## Worked problem: rotational cooling of H₂ desorbing from Pd(100)

### Problem

A Pd(100) surface at $T_s = 600$ K is in equilibrium with H₂ gas at $p = 1.0\times10^{-6}$ mbar. A molecule in $v=0$ is specified by its translational energy $E$, its polar angle $\theta$ from the surface normal and its rotational quantum number $j$. Its dissociative sticking probability on the bare surface at this $T_s$, averaged over azimuth and over $m_j$, is described by an assumed two-channel model:

$$S_j(E,\theta)=a\,e^{-E/E_s}\,e^{-\epsilon_j/\Gamma_s}+b\left[1-e^{-E\cos^2\theta/W}\right]e^{-\epsilon_j/\Gamma_d}. \tag{1}$$

The first term represents steering. The surface forces turn and guide a slow molecule into a barrier-free path, which fails when the molecule translates or rotates fast. The second term represents direct passage over a spread of small barriers and depends on the normal energy $E\cos^2\theta$.

Assumed model parameters: $a=0.80$, $E_s=60$ meV, $\Gamma_s=80$ meV, $b=0.50$, $W=250$ meV, $\Gamma_d=200$ meV. They were chosen to reproduce two typical features of H₂/Pd(100): a sticking curve that first falls with energy and then rises slowly, and a rotational temperature in desorption of roughly two thirds of $T_s$. For $j=0$ at normal incidence, (1) falls from 0.80 to a minimum of 0.29 at 150 meV.

Typical values for the molecule and the surface: mass $m=2.016$ u; levels $\epsilon_j=Bj(j+1)-D[j(j+1)]^2$ with $B=7.35$ meV ($59.3\ \mathrm{cm^{-1}}$) and $D=0.0057$ meV ($0.046\ \mathrm{cm^{-1}}$); vibrational quantum 516 meV; Pd lattice constant 3.89 Å at 293 K; recombinative desorption with prefactor $\nu=10^{13}\ \mathrm{s^{-1}}$ and activation energy $E_d=1.0$ eV per molecule. The linear expansion coefficient of Pd is the compiled value $11.8\times10^{-6}\ \mathrm{K^{-1}}$ (293 K; Kaye and Laby Online, NPL). The degeneracy, nuclear spin included, is $g_j=2j+1$ for even $j$ and $3(2j+1)$ for odd $j$. Sums run over $j=0$ to 9.

(a) Derive the state-resolved desorption flux and the relations between its mean energies and the temperature derivatives of the thermal sticking coefficient.
(b) Find the rotational populations, the mean rotational energy and the rotational temperature of the desorbing flux.
(c) Find the mean translational energy, overall and for each $j$.
(d) Find the angular distribution, and what a flux detector and a density detector see along the normal.
(e) Find the absolute desorption flux, test the low-coverage assumption, and give the mean energies of the scattered molecules.

### Solution

Intermediate values are carried unrounded and are printed with more digits than the assumed parameters deserve, so that the arithmetic can be followed. The thermal energy is $kT_s=51.70$ meV.

#### (a) Detailed balance

**Incident flux.** In a gas of density $n=p/kT$ at temperature $T$, the flux onto unit area from velocities in $v^2\,dv\,d\Omega$ is the Maxwell density times $v\cos\theta$. With $E=mv^2/2$ one has $v^3dv=2E\,dE/m^2$, so that per unit energy and unit solid angle

$$F_j(E,\theta)=Z\,\frac{E\,e^{-E/kT}}{(kT)^2}\,\frac{\cos\theta}{\pi}\,x_j,\qquad x_j=\frac{g_je^{-\epsilon_j/kT}}{q},\qquad Z=\frac{p}{\sqrt{2\pi mkT}}, \tag{2}$$

with $q=\sum_j g_je^{-\epsilon_j/kT}$. Each of the three distributions that multiply $Z$ is normalised to one, the angular one over the hemisphere. The mean of $E$ is $2kT$ and not $\tfrac32kT$, because fast molecules arrive more often.

**Balance.** Let $\alpha$ be an outgoing state and $\bar\alpha$ its time reverse, with velocity and $m_j$ reversed. Let $R(\beta\to\alpha)$ be the probability density that an incoming molecule in state $\beta$ scatters into $\alpha$, averaged over the thermal states of the surface and its adlayer. At $T=T_s$ three statements hold. First, the gas is Maxwellian, so the total outgoing flux in $\alpha$ equals the incoming flux $F(\bar\alpha)$. Second, microscopic reversibility together with the Boltzmann weights of gas and surface gives $F(\beta)R(\beta\to\alpha)=F(\bar\alpha)R(\bar\alpha\to\bar\beta)$. Third, a molecule either scatters or sticks, so $\sum_\beta R(\bar\alpha\to\bar\beta)=1-S(\bar\alpha)$, where the sum includes the integrals over energy and angle. Summing the second statement over $\beta$ shows that the scattered flux into $\alpha$ is $F(\bar\alpha)[1-S(\bar\alpha)]$. The rest of the outgoing flux is desorption, and it equals $F(\bar\alpha)S(\bar\alpha)$. After the sum over $m_j$ and the average over azimuth, the desorbing flux per unit energy and unit solid angle is

$$P_j(E,\theta)=S_j\,F_j\;\propto\;S_j(E,\theta;T_s)\;E\,e^{-E/kT_s}\cos\theta\;g_j\,e^{-\epsilon_j/kT_s}. \tag{3}$$

Here $S_j$ belongs to the surface temperature and the coverage at which desorption takes place. Hydrogen dissolved in the Pd bulk does not alter the argument, since at equilibrium the net flux between surface and bulk vanishes. Equation (3) also describes desorption into vacuum if the adlayer stays internally equilibrated at $T_s$, which requires that the atoms thermalise much faster than they recombine.

**Moments.** Give the incident gas separate translational and rotational temperatures $T_t$ and $T_r$, hold $T_s$ and the coverage fixed, and define the flux-averaged sticking coefficient

$$\bar S(T_t,T_r;T_s)=\sum_j x_j(T_r)\int d\Omega\,\frac{\cos\theta}{\pi}\int_0^\infty dE\,\frac{E\,e^{-E/kT_t}}{(kT_t)^2}\,S_j(E,\theta). \tag{4}$$

$S_j$ does not depend on $T_t$ or $T_r$. The logarithmic derivative of the energy weight with respect to $T_t$ is $E/kT_t^2-2/T_t$, and that of $x_j$ with respect to $T_r$ is $(\epsilon_j-\langle\epsilon\rangle_{\rm gas})/kT_r^2$. At $T_t=T_r=T_s$ the integrand of (4), divided by $\bar S$, is the normalised distribution (3). Hence

$$\langle E\rangle_{\rm des}=2kT_s+kT_s^2\,\frac{\partial\ln\bar S}{\partial T_t},\qquad \langle\epsilon\rangle_{\rm des}=\langle\epsilon\rangle_{\rm gas}+kT_s^2\,\frac{\partial\ln\bar S}{\partial T_r}, \tag{5}$$

with both derivatives taken at $T_t=T_r=T_s$. A degree of freedom whose excitation hinders sticking leaves the surface colder than $T_s$. Rotational cooling in desorption is rotational hindering of adsorption seen in reverse.

#### (b) Rotational distribution

Set $x=kT_s/E_s=0.8617$, $y=kT_s/W=0.2068$, $u=E/kT_s$ and $\mu=\cos\theta$, so that $\cos\theta\,d\Omega/\pi\to2\mu\,d\mu$. The integrals needed are

$$\int_0^\infty u\,e^{-(1+x)u}\,du=\frac{1}{(1+x)^2},\qquad\int_0^1\frac{2\mu\,d\mu}{(1+y\mu^2)^2}=\frac1{1+y}.$$

The sticking coefficient of level $j$, averaged over energy and angle, is therefore

$$\bar S_j=A_s\,e^{-\epsilon_j/\Gamma_s}+A_d\,e^{-\epsilon_j/\Gamma_d},\qquad A_s=\frac{a}{(1+x)^2}=0.2308,\qquad A_d=\frac{b\,y}{1+y}=0.0857. \tag{6}$$

Multiplied by $g_je^{-\epsilon_j/kT_s}$, each term is again a Boltzmann distribution, at a lower temperature given by $1/kT_c=1/kT_s+1/\Gamma_c$. For steering $kT_c=31.41$ meV (364 K), and for the direct channel $kT_c=41.08$ meV (477 K). The partition sums at $T_s$ and at the two channel temperatures are $q=14.914$, $q_s=9.301$ and $q_d=11.970$, and the mean rotational energies are $\langle\epsilon\rangle_{\rm gas}=49.83$ meV, $\langle\epsilon\rangle_s=29.18$ meV and $\langle\epsilon\rangle_d=38.98$ meV. Then

$$\bar S=A_s\frac{q_s}{q}+A_d\frac{q_d}{q}=0.1439+0.0688=0.2127,$$

and the channels carry the shares $w_s=0.6767$ and $w_d=0.3233$ of the desorbing flux. The population of level $j$ in that flux is $P_j=x_j\bar S_j/\bar S$.

| $j$ | $g_j$ | $\epsilon_j$ (meV) | $x_j$ (%) | $\bar S_j$ | $P_j$ (%) | $\langle E\rangle_j/kT_s$ |
|---|---|---|---|---|---|---|
| 0 | 1 | 0 | 6.71 | 0.316 | 9.98 | 1.55 |
| 1 | 9 | 14.68 | 45.43 | 0.272 | 58.04 | 1.59 |
| 2 | 5 | 43.89 | 14.34 | 0.202 | 13.63 | 1.67 |
| 3 | 21 | 87.38 | 25.98 | 0.133 | 16.22 | 1.81 |
| 4 | 9 | 144.72 | 3.67 | 0.079 | 1.37 | 1.99 |
| 5 | 33 | 215.37 | 3.43 | 0.045 | 0.72 | 2.22 |
| 6 | 13 | 298.65 | 0.27 | 0.025 | 0.03 | 2.44 |
| 7 | 45 | 393.72 | 0.15 | 0.014 | 0.01 | 2.61 |

Levels with $\bar S_j>\bar S$, here $j=0$ and 1, are enriched, and all others are depleted. The odd levels hold 75.0 % of the gas and 75.0 % of the desorbing flux, so the cooling leaves the ortho–para ratio of 3:1 as it is. The mean rotational energy is

$$\langle\epsilon\rangle_{\rm des}=0.6767\times29.18\ \text{meV}+0.3233\times38.98\ \text{meV}=32.35\ \text{meV},$$

which is 17.48 meV, or 35 %, below the gas value. By (5) this means $\partial\ln\bar S/\partial\ln T_r=-0.338$, or $\partial\ln\bar S/\partial T_r=-5.63\times10^{-4}\ \mathrm{K^{-1}}$.

A sum of two Boltzmann distributions has no unique temperature, so $T_{\rm rot}$ needs a convention. Define it as the temperature at which equilibrium H₂ has the same mean rotational energy, $\langle\epsilon\rangle_{\rm gas}(T_{\rm rot})=32.35$ meV. The root is $T_{\rm rot}=401$ K, or $0.67\,T_s$. A Boltzmann plot of $\ln(P_j/g_j)$ against $\epsilon_j$ has between neighbouring levels the slope $-1/kT_{\rm loc}$, with

$$\frac1{kT_{\rm loc}}=\frac1{kT_s}+\frac{\ln(\bar S_j/\bar S_{j+1})}{\epsilon_{j+1}-\epsilon_j}.$$

This gives 390 K between $j=0$ and 1 and 423 K between $j=4$ and 5. The plot curves upward because the less hindered direct channel takes over at high $j$.

#### (c) Translational energy

Relation (5) holds for each channel and each level separately, since the derivation used only the form of the weight. From (6), with $x$ and $y$ proportional to $T_t$,

$$\frac{\partial\ln A_s}{\partial\ln T_t}=-\frac{2x}{1+x}=-0.9257,\qquad\frac{\partial\ln A_d}{\partial\ln T_t}=\frac1{1+y}=0.8286.$$

The channel energies are $\langle E\rangle_s=2kT_s/(1+x)=1.074\,kT_s=55.54$ meV and $\langle E\rangle_d=[2+1/(1+y)]\,kT_s=2.829\,kT_s=146.25$ meV. The second value has a plain reading. The direct channel does not select parallel motion, which keeps its thermal share $kT_s$, while the normal energy is raised from $kT_s$ to $[1+1/(1+y)]\,kT_s$. Weighted with $w_s$ and $w_d$, the slopes give $\partial\ln\bar S/\partial\ln T_t=-0.359$, that is $\partial\ln\bar S/\partial T_t=-5.98\times10^{-4}\ \mathrm{K^{-1}}$, and

$$\langle E\rangle_{\rm des}=103.41\ \text{meV}-18.54\ \text{meV}=84.87\ \text{meV}=1.641\,kT_s .$$

For a single level the weights are the two terms of (6), which gives the last column of the table. Low levels leave mainly through the steering channel and are slow. At $j=4$ the channels contribute about equally and the mean is close to $2kT_s$, and higher levels are faster than thermal. Rotation and translation are correlated in the desorbing flux although they are independent in the gas.

The choice of derivative matters. Heating the whole dosing gas raises $T_t$ and $T_r$ together, and the slope is the sum of the two, $-0.697$. Inserted by mistake into the first relation of (5), it gives $1.303\,kT_s$ in place of $1.641\,kT_s$. What it does determine is the total deficit of translational plus rotational energy, 36.0 meV per molecule. A derivative with respect to $T_s$ is a different quantity again and enters neither relation.

#### (d) Angle and detector

Carrying out the energy integral and the sum over $j$ at fixed angle gives

$$\bar S(\theta)=0.1439+0.4013\left[1-\frac1{(1+y\cos^2\theta)^2}\right],$$

where the second coefficient is $b\,q_d/q$, and the flux per solid angle is proportional to $\bar S(\theta)\cos\theta$. With $\bar S(0)=0.270$ and $\bar S(60^\circ)=0.182$ the flux ratio is $I(60^\circ)/I(0)=0.338$, against 0.5 for a cosine law. A form $\cos^n\theta$ through these two points has $n=1.56$. The steering channel is exactly cosine, and the forward peaking comes from the direct channel.

Along the normal the direct term is 0.1258, a share of 0.466, so the mean rotational energy of the flux there is 33.75 meV, above the angle-integrated 32.35 meV. Laser ionisation responds to number density, which is flux divided by speed. This replaces the weight $u\,e^{-u}$ by $u^{1/2}e^{-u}$, and $\int_0^\infty u^{1/2}e^{-su}du\propto s^{-3/2}$. The channel weights along the normal become $a(q_s/q)(1+x)^{-3/2}=0.1964$ and $b(q_d/q)[1-(1+y)^{-3/2}]=0.0986$. The direct share drops to 0.334 and the apparent mean rotational energy to 32.46 meV. Geometry and detector thus shift the result by about 1 meV each, small beside the cooling of 17.48 meV.

#### (e) Absolute flux, coverage and scattered molecules

With $m=3.348\times10^{-27}$ kg and $kT_s=8.284\times10^{-21}$ J one finds $\sqrt{2\pi mkT_s}=1.320\times10^{-23}\ \mathrm{kg\,m\,s^{-1}}$. For $p=1.0\times10^{-4}$ Pa this gives $Z=7.58\times10^{14}\ \mathrm{cm^{-2}s^{-1}}$ and

$$J_{\rm des}=\bar SZ=1.61\times10^{14}\ \mathrm{molecules\ cm^{-2}\,s^{-1}}.$$

The (100) face has two atoms per square of the cubic lattice constant. If the expansion coefficient is held at its 293 K value, the lattice grows by 0.36 % up to 600 K, to 3.904 Å, and the site density is $N_s=1.312\times10^{15}\ \mathrm{cm^{-2}}$, 0.72 % below that at 293 K. The flux corresponds to 0.123 molecules per site and second, or 0.246 ML of H atoms per second.

For second-order desorption, $J_{\rm des}/N_s=k_d\Theta^2$ with $k_d=\nu e^{-E_d/kT_s}=4.0\times10^{4}\ \mathrm{s^{-1}}$, and $\Theta\approx0.002$ ML. A site-blocking factor $(1-\Theta)^2$ would lower $\bar S$ by 0.4 %, so the bare-surface form (1) is consistent. The adsorption energy fixes $\Theta$, but it appears in none of the distributions of (b) to (d).

The scattered flux is $F_j(1-S_j)$ in its final states, whatever inelastic transitions occur on the way. Its mean energies follow from the requirement that scattered and desorbed molecules together restore the thermal flux:

$$\langle\epsilon\rangle_{\rm sc}=\frac{\langle\epsilon\rangle_{\rm gas}-\bar S\langle\epsilon\rangle_{\rm des}}{1-\bar S}=54.55\ \text{meV},\qquad\langle E\rangle_{\rm sc}=\frac{2kT_s-\bar S\langle E\rangle_{\rm des}}{1-\bar S}=108.42\ \text{meV}.$$

Both lie above the thermal values of 49.83 and 103.41 meV. Cold desorption is compensated exactly by hot scattering, and no net energy flows between gas and surface.

#### Neglected terms and reach of the result

*Vibration.* The Boltzmann factor of $v=1$ is $4.6\times10^{-5}$. Even if $v=1$ stuck ten times better than $v=0$, it would carry only 0.24 meV per desorbing molecule.

*High rotational levels.* Model (1) falls monotonically with $j$, whereas at high $j$ rotational energy can begin to assist dissociation, since the stretching bond lowers $B$ and releases energy to the reaction path. Levels $j\ge5$ hold 3.86 % of the gas and 8.84 meV of its mean rotational energy. If $\bar S_j$ for these levels is held at the value $\bar S_4$, the mean rises by 1.4 meV to 33.73 meV, and the cooling survives.

*Alignment.* Equation (3) holds for each $m_j$ with $S$ taken for the time-reversed state. If molecules rotating in a plane parallel to the surface stick better than those rotating end over end, the desorbing flux is aligned in the same sense. The $m_j$-averaged form (1) contains no such information.

*Equilibrium of the adlayer.* When hydrogen is supplied by permeation through the crystal, any atoms that recombine as they emerge from the subsurface layer, before thermalising, add a component that (3) does not describe.

The model's results at 600 K are a thermal sticking coefficient of 0.21, a mean rotational energy of 32 meV against 50 meV in the gas, a rotational temperature near 400 K, and a mean translational energy of 85 meV, 18 % below $2kT_s$. These numbers belong to the assumed form (1) and not to Pd(100) itself. Since $\Gamma_s$ and $\Gamma_d$ were chosen to give cooling of typical size, the value of $T_{\rm rot}$ is no test of the model. The content that does not depend on the parameters is (3) and (5): a state-resolved sticking function at given $T_s$ and coverage fixes every distribution of the desorbing flux.